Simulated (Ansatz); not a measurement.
# Collinear magnetic orders of Mn₃PdN in PBEsol: the lowest of five, and a test of three-shell couplings

Each Mn in Mn₃PdN has eight Mn neighbours at 2.81 Å, arranged in triangles, so a collinear order cannot set all near pairs antiparallel. We compare five collinear orders at one fixed cubic cell, with energies per Mn measured from the parallel order. The lowest is the opposed order at q=(0,0,1/2), at −141.4 meV, which is about 25 meV below the partly opposed order ++-. Pair couplings over three shells do not account for the set. The row that stands out is the opposed order at q=(1/2,1/2,1/2): at the smearing used it lies 10.3 meV above the parallel order, although its near pairs are half parallel and half opposed.

## Set-up

One system, Mn3PdN (antiperovskite, Pm-3m), 5 atom(s) a primitive cell, from measured cells of the Crystallography Open Database. Ansatz 0.2.0, plane waves with the earlier PAW datasets of its set soft_1, cutoff 420 eV, Fermi-Dirac smearing of 0.1 eV, k meshes whose coarsest spacing along a reciprocal vector is 0.16 to 0.27 1/Å over all runs (2π included). Functional: PBEsol, no Hubbard U; collinear spins, no spin-orbit coupling. Atoms are fixed. Each order is started from typed moments on Mn, in the primitive cell or in a cell doubled at wavevector q (fractions of the primitive reciprocal vectors), on meshes of about the same density or denser; only runs that kept their pattern of signs are listed. Runs that did not converge or carry a known fault are not listed. The same in all rows: metal or insulator in the row's run, judged by its smearing entropy or density of states at the Fermi energy (a gap under a few smearing widths counts as a metal): metal.

Notes on method and selection:

- In a Heisenberg model with E = -sum over ordered pairs of J e_i.e_j, the energy per magnetic atom is E0 less the sum over shells of J times the listed sum; further shells and changes of moment size are outside it.
- Each state is what a run reaches from typed starting moments; only a few collinear orders were started, so the lowest found need not be the ground state. Spin-orbit coupling is left out of these energies, which are free energies at the smearing width. A magnetic atom is one that was given a starting moment.
- Site moments count the spin inside each program's own atomic sphere, so they depend somewhat on its radius and leave out the spin between the spheres.
- Ansatz's own search for a lower self-consistent state was switched off in these runs, so a run may rest in a state that is not the lowest for its pattern of moments.
- The shell on the horizontal axis is the one of the three whose sum correlates best with the energies.
- Runs that did not converge, have known faults or may not be shown are not listed, and runs on Ansatz's PAW sets soft_1 and soft_2 are kept to separate tables.

Columns:

- shell at 2.81 Å: sum of e_i.e_j over the 8 Mn neighbours at 2.81 Å, mean over magnetic atoms (+1 parallel, -1 opposed).
- shell at 3.98 Å: sum of e_i.e_j over the 6 Mn neighbours at 3.98 Å, mean over magnetic atoms (+1 parallel, -1 opposed).
- shell at 4.87 Å: sum of e_i.e_j over the 16 Mn neighbours at 4.87 Å, mean over magnetic atoms (+1 parallel, -1 opposed).
- moment (μB): largest site spin moment.
- net moment (μB): size of the net spin moment per magnetic atom.
- energy (meV): energy less that of the parallel order, per magnetic atom.

## The series

| member | shell at 2.81 Å | shell at 3.98 Å | shell at 4.87 Å | moment (μB) | net moment (μB) | energy (meV) |
| --- | --- | --- | --- | --- | --- | --- |
| opposed q=(0,0,1/2) +--++- | −2.67 | 2 | 5.33 | 2.84 | 0.00 | −141.4 |
| partly opposed ++- | −2.67 | 6 | −5.33 | 2.86 | 1.06 | −116.4 |
| opposed q=(0,1/2,1/2) +-+-+- | 0.00 | −2 | 0.00 | 2.89 | 0.00 | −78.5 |
| opposed q=(1/2,1/2,1/2) +-+-+- | 0.00 | −6 | 0.00 | 2.64 | 0.00 | 10.3 |
| parallel +++ | 8.00 | 6 | 16.00 | 2.76 | 3.24 | 0.0 |

Least-squares fits to the whole series, with x = shell at 2.81 Å; R² and errors in the fitted variable (y, or ln y where the fit is in ln y):

| y | members | fit | R² | rms residual | leave-one-out rms | the same for the mean of the others |
| --- | --- | --- | --- | --- | --- | --- |
| energy (meV) | 5 | y = −71.17 + 11.21 x | 0.52 | 42 | 124 | 76 (fit no better) |

## Reading the trend

Without the odd row, the energy falls as the first-shell sum falls: 0.0 meV at a sum of 8.00, −78.5 meV at 0.00, and −116.4 and −141.4 meV at −2.67. The sign is that of an antiparallel coupling between near neighbours, as expected where d shells not far from half filling overlap directly.

The three-shell model is E = E₀ − J₁s₁ − J₂s₂ − J₃s₃, with s₁, s₂ and s₃ the listed sums in order of distance. Its four constants leave five rows only one test. Three parts of ++- and one part of the parallel order average to sums of 0, 6 and 0, with energy (3 × (−116.4) + 0.0) / 4 = −87.3 meV. The order at q=(0,1/2,1/2) has sums 0, −2 and 0 and lies at −78.5 meV. Only s₂ differs between the two, so J₂ = (−78.5 + 87.3) / 8 = 1.1 meV.

The odd row has sums 0, −6 and 0. It should therefore lie at −78.5 + 4 × 1.1 = −74.1 meV, and the computed energy is 10.3 + 74.1 = 84.4 meV higher. The plain mean of the other four energies, (−141.4 − 116.4 − 78.5 + 0.0) / 4 = −84.1 meV, misses it by 10.3 + 84.1 = 94.4 meV, so the model gains little.

Solved for ++- instead, the same relation gives (12 × (−78.5) − 8 × 10.3 − 0.0) / 3 = −341.5 meV, which is 341.5 − 116.4 = 225.1 meV too low. Three shells can be fitted to four of these orders, but they do not predict the fifth.

## Where the trend breaks

Largest departures from the fit to the whole series:

| member | energy (meV) | fit | computed − fit | in rms residuals |
| --- | --- | --- | --- | --- |
| opposed q=(1/2,1/2,1/2) +-+-+- | 10.3 | −71.2 | +81.5 | 1.9 |
| opposed q=(0,0,1/2) +--++- | −141.4 | −101.1 | −40.3 | 1.0 |
| parallel +++ | 0.0 | 18.5 | −18.5 | 0.4 |
| partly opposed ++- | −116.4 | −101.1 | −15.3 | 0.4 |

The one-shell line predicts a left-out row worse than the mean of the other members does, with an rms error of 124 against 76 meV. It gives the two lowest orders the same energy, because both have a first-shell sum of −2.67. Their difference of about 25 meV must come from something beyond the near pairs. The three-shell model can always reproduce the lowest order, since that row drops out of the test described above; its good fit there is no evidence for the model. The parallel order lies 18.5 meV below the one-shell line, well inside the line's rms residual of 42 meV.

## Review of the odd result

The first suspect is the electronic state. The odd row has the smallest moment in the table, 2.64 μB, and by far the largest smearing entropy per Mn, a sign of many electron states close to the Fermi energy. That may be a true property of this order or the mark of a run resting in a higher state, since the search for a lower one was off. Such a run would err upwards, as required, but it would have to do so by the full 84.4 meV. Smearing does not explain the mismatch. Its entropy term lowers the odd row most, and the runs' own estimates for zero smearing raise this row against the parallel order by more than the 10.3 meV listed, which widens the mismatch. A mesh error could have either sign and is not tested here; with so many states near the Fermi energy, the odd row may be more sensitive to the mesh than the others.

Moment size is a physical suspect. Shrinking freely can only lower an order's energy, so the small moment does not itself raise the odd row. Relaxation of the unequal moments at q=(0,1/2,1/2) would lower that row and hence the prediction. This has the right sign, but the prediction moves by only 1 + 4 / 8 = 1.5 meV for each meV of that row, so the relaxation would have to amount to 84.4 / 1.5 = 56.3 meV.

A fourth shell, of 12 Mn at 2 × 2.81 = 5.62 Å, is another. Its sum is 12 in the odd row, ++- and the parallel order, and −4 in the other two. Closing the gap takes J₄ = −56.3 / 16 = −3.5 meV, and J₂ then becomes (10.3 + 87.3) / 12 = 8.1 meV instead of 1.1 meV. With five constants for five rows, nothing is left to test this. Couplings among four spins could act similarly.

Separate couplings for pairs at 3.98 Å with and without N between them do not help: the two kinds contribute to s₂ in the ratio 1:2 in every row.

The checks, cheapest first:

1. Restart the odd row from several moment sizes with the search on. A fall to about −74 meV would point to the electronic state; an unchanged energy would point elsewhere.
2. Repeat the four orders that enter the test with a denser mesh and, separately, with less smearing. Less smearing should widen the mismatch; a denser mesh would have to shift energies by tens of meV to close it.
3. Hold all Mn moments at one common size in the four orders that enter the test. If the mismatch closes, moment size is the cause.
4. Add orders in larger cells. If the five constants predict them, the fourth shell is supported; if they fail, still further shells or four-spin terms remain.

## Summary

Among these five orders at the fixed cell, q=(0,0,1/2) is lowest, and the two orders with the most opposed near pairs lie below the rest. The fitted couplings should not be carried over to other orders. Their miss of 84.4 meV for q=(1/2,1/2,1/2) belongs to the smearing used and would be larger without it; its cause is open.

Effects left out here, such as a Hubbard U or relaxation of the cell for each order, could matter against the gap of about 25 meV between the two lowest orders. Antiperovskite nitrides of this kind are known for non-collinear triangular orders. Such orders ease the conflict between antiparallel couplings on a triangle, and collinear runs cannot reach them. The magnetic ground state therefore remains open.
